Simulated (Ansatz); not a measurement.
**Electron–phonon coupling and T_c of Ru — Ansatz, plane waves and PAW**

Space group P6_3/mmc (No. 194), 2 atoms in the cell of the first input below: a = 2.692 Å, b = 2.692 Å, c = 4.244 Å, α = 90.00°, β = 90.00°, γ = 120.00°.

The cell was built from a prototype of a structure type listed for this element, relaxed without spin–orbit coupling to zero pressure (pressure 0.0 GPa with this functional, without spin–orbit coupling). Functional: PBEsol.

Input:

```yaml
crystal:
  lattice:
    - [2.6923573894, 0.0, 0.0]
    - [-1.3461786947, 2.3316498953, 0.0]
    - [0.0, 0.0, 4.2442668347]
  atoms:
    - { symbol: Ru, position: [0.3333333333, 0.6666666667, 0.75] }
    - { symbol: Ru, position: [0.6666666667, 0.3333333333, 0.25] }
basis:
  ecutwfc: 420
  ecutrho_ratio: 4
kpoints:
  mp_grid: { grid: [14, 14, 8] }
hamiltonian:
  xc: pbesol
scf:
  occupations: { method: methfessel_paxton, width: 0.2 }
output: {}
phonons:
  supercell: [2, 2, 2]
  qpath:
    path:
      - [[0.0, 0.0, 0.0], [0.5, 0.0, 0.0], [0.33333333, 0.33333333, 0.0], [0.0, 0.0, 0.0], [0.0, 0.0, 0.5], [0.5, 0.0, 0.5], [0.33333333, 0.33333333, 0.5], [0.0, 0.0, 0.5]]
      - [[0.5, 0.0, 0.5], [0.5, 0.0, 0.0]]
      - [[0.33333333, 0.33333333, 0.5], [0.33333333, 0.33333333, 0.0]]
    npoints: 6
  electrical_resistivity: { mesh: [28, 28, 16], temperatures: [50, 100, 200, 300, 500] }
  superconductivity: { mesh: [28, 28, 16], eliashberg_equations: false }
```

```bash
ansatz run input.yaml --threads 8 --pin off --max-ram 15360MiB --backend cpu --events-out ev --progress --plain --runs-dir out
```

Time: 66 s on 8 threads of AMD EPYC 9R45 96-Core Processor (Zen 5) (shared host), peak memory 4.1 GiB.

On the finest mesh λ = 0.5261, ω_log = 22.047 meV, N(E_F) = 0.784 states per eV, spin and cell. λ by mesh: 28×28×16 0.526, 14×14×8 0.530, 7×7×4 0.608.

Q: What T_c does McMillan's formula in the Allen–Dynes form give for μ* = 0.10?

A: T_c = (ω_log/1.2) exp[−1.04(1+λ)/(λ − μ*(1+0.62λ))] = (255.84 K/1.2) × exp(−1.5871/0.3935) = 3.78 K. By mesh, finest first, the same formula gives 3.78, 3.88, 6.16 K.

| μ* | McMillan (K) | Allen–Dynes with strong-coupling factors (K) |
| --- | --- | --- |
| 0.08 | 4.87 | 4.99 |
| 0.10 | 3.78 | 3.86 |
| 0.12 | 2.82 | 2.88 |
| 0.13 | 2.40 | 2.45 |
| 0.14 | 2.01 | 2.05 |
| 0.16 | 1.36 | 1.38 |
| 0.20 | 0.49 | 0.49 |

Caveats: small supercell, couplings not converged in it; with so small a supercell and a typed μ*, T_c can miss a measured one by a factor of two or more.

The calculation places Ru at weak to moderate coupling, with the strong-coupling factors barely changing T_c. This fits a hexagonal 4d metal whose Fermi level lies in a region of modest d-state density and whose well-filled bonding d states make the lattice stiff. The high phonon frequencies raise the prefactor of T_c but also limit λ. The steep fall of T_c with μ* follows from the exponent, where Coulomb repulsion cancels a sizeable part of a modest attraction.

Ru is known to superconduct only below one kelvin, so the 3.78 K at μ* = 0.10 is far too high. The change in λ from 0.530 to 0.526 at the last mesh refinement makes Brillouin-zone sampling an unlikely cause; an overestimated λ from poorly resolved longer-range force constants and couplings is more probable. The table reaches the sub-kelvin range only at μ* = 0.20, but this isn't evidence for unusually strong Coulomb repulsion, since a larger μ* can simply offset too large a λ.
